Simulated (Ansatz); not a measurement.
# Ligand exchange: BH(CH3)(NH2) + Zr(CH3)(NH2)3 → BH(NH2)2 + Zr(CH3)2(NH2)2

Gas-phase species: BH(CH3)(NH2), singlet; Zr(CH3)(NH2)3, singlet; BH(NH2)2, singlet; Zr(CH3)2(NH2)2, singlet. The partners trade CH3 for NH2: B–CH3 and Zr–NH2 bonds give way to B–NH2 and Zr–CH3.

Shapes, held fixed at every level: PBE0-D4/def2-TZVP. Flexible molecules stand in one conformer, not always the lowest. Programs: Ansatz 0.2.0. The zero-point and thermal change to 298 K, harmonic and unscaled (PBE0-D4/def2-TZVP), is -1.1 kJ/mol.

```csv
level,kind,ΔH(298 K) (kJ/mol)
PBE-D4/def2-TZVPP,GGA,+21.9
B3LYP-D4/def2-TZVPP,global hybrid,+22.2
BHLYP-D4/def2-TZVPP,global hybrid,+21.1
PBE0-D4/def2-TZVPP,global hybrid,+20.5
B2PLYP/def2-TZVPP,double hybrid,+24.3
MP2/def2-SVP,perturbation theory,+32.3
CCSD/def2-SVP,coupled cluster or CI,+32.2
MP2/def2-TZVPP,perturbation theory,+26.2
```

MP2/def2-TZVPP gives ΔH(298 K) = +26.2 kJ/mol; the levels span +20.5 to +32.3. The median of the levels is +23.3. No measured value is set beside it here. For atoms past krypton def2 sets carry core potentials with scalar relativity. Outer-core shells of Zr are correlated, in sets that cover them unevenly.

Every level makes the exchange endothermic, so amide prefers zirconium and methyl prefers boron in this pair. Both centres accept π density from the nitrogen lone pair, but boron has only one empty p orbital, which the amino group already present partly fills. A second amino group must share it and therefore gains less. Zirconium(IV), with several empty d orbitals and a strongly polar bond to nitrogen, probably loses more when an amide gives way to methyl, a ligand without a lone pair to donate.

The sign is secure, the magnitude less so. MP2 falls from +32.3 to +26.2 kJ/mol in the larger basis, while CCSD nearly matches MP2 in the smaller one. The highest values thus suggest basis-set incompleteness more than missing higher-order correlation. The GGA and global hybrids lie close together with no steady dependence on exact exchange. As the number of molecules is unchanged, entropy should be a minor term and equilibrium probably favours the reactants, but nothing here bears on the barrier to exchange.
